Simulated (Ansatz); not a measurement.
Ligand exchange: GeH3(CH3) + C3H7I → GeH3I + C4H10

Species: GeH3(CH3) (methyl germane), singlet; C3H7I (1-iodopropane) `CCCI`, singlet; GeH3I `[GeH3][I]`, singlet; C4H10 `CCCC`, singlet. The partners trade CH3 for I: Ge–CH3 and C–I bonds give way to Ge–I and C–CH3.

Shapes, held fixed at every level: PBE0-D4/def2-TZVP. Flexible molecules stand in one conformer, not always the lowest. Programs: Ansatz 0.2.0. Electronic energies: no zero-point or thermal term.

```json
{"level": "HF/def2-TZVPP", "kind": "Hartree–Fock", "ΔE (kJ/mol)": "-113.8", "less CCSD(T)/def2-TZVPP": "-28.1"}
{"level": "B3LYP-D4/def2-TZVPP", "kind": "global hybrid", "ΔE (kJ/mol)": "-92.3", "less CCSD(T)/def2-TZVPP": "-6.6"}
{"level": "PBE0-D4/def2-TZVPP", "kind": "global hybrid", "ΔE (kJ/mol)": "-96.2", "less CCSD(T)/def2-TZVPP": "-10.5"}
{"level": "wB97M-V/def2-TZVPP", "kind": "range-separated hybrid", "ΔE (kJ/mol)": "-94.1", "less CCSD(T)/def2-TZVPP": "-8.4"}
{"level": "wB97X-V/def2-TZVPP", "kind": "range-separated hybrid", "ΔE (kJ/mol)": "-95.4", "less CCSD(T)/def2-TZVPP": "-9.7"}
{"level": "MP2/def2-TZVPP", "kind": "perturbation theory", "ΔE (kJ/mol)": "-85.3", "less CCSD(T)/def2-TZVPP": "+0.4"}
{"level": "CCSD/def2-TZVPP", "kind": "coupled cluster or CI", "ΔE (kJ/mol)": "-90.0", "less CCSD(T)/def2-TZVPP": "-4.3"}
{"level": "CCSD(T)/def2-TZVPP", "kind": "coupled cluster or CI", "ΔE (kJ/mol)": "-85.7", "less CCSD(T)/def2-TZVPP": "0.0"}
```

The highest level, CCSD(T)/def2-TZVPP, gives ΔE = -85.7 kJ/mol; the levels span -113.8 to -85.3. The column of differences is taken from that level and isn't an error. No measured value is set beside it here. For atoms past krypton def2 sets carry core potentials with scalar relativity. Relativity is left out for Ge. Outer-core shells of Ge, I are correlated in most correlated rows, in sets that cover them unevenly.

The exchange is clearly exothermic at every level, with CCSD(T) giving -85.7 kJ/mol. The driving force fits the bonds traded: a weak carbon–iodine bond gives way to a strong carbon–carbon bond, while iodine moves to the more electropositive germanium, where the bond gains polar character. Both changes favour the products, although the total energy alone cannot apportion the gain between them.

Hartree–Fock exaggerates the exothermicity, so electron correlation stabilises the reactants more than the products. This probably reflects the more covalent C–I bond, whose shared pair and nearby iodine lone pairs correlate more strongly than in the polar Ge–I bond. Connected triples continue the shift, taking CCSD from -90.0 to -85.7 kJ/mol. MP2 lands almost on the CCSD(T) value without triples, which suggests compensating errors rather than a converged description. The density functionals all fall between Hartree–Fock and CCSD, recovering much of the correlation effect but not all of it. The favourable reaction energy says nothing about the barrier to direct exchange.
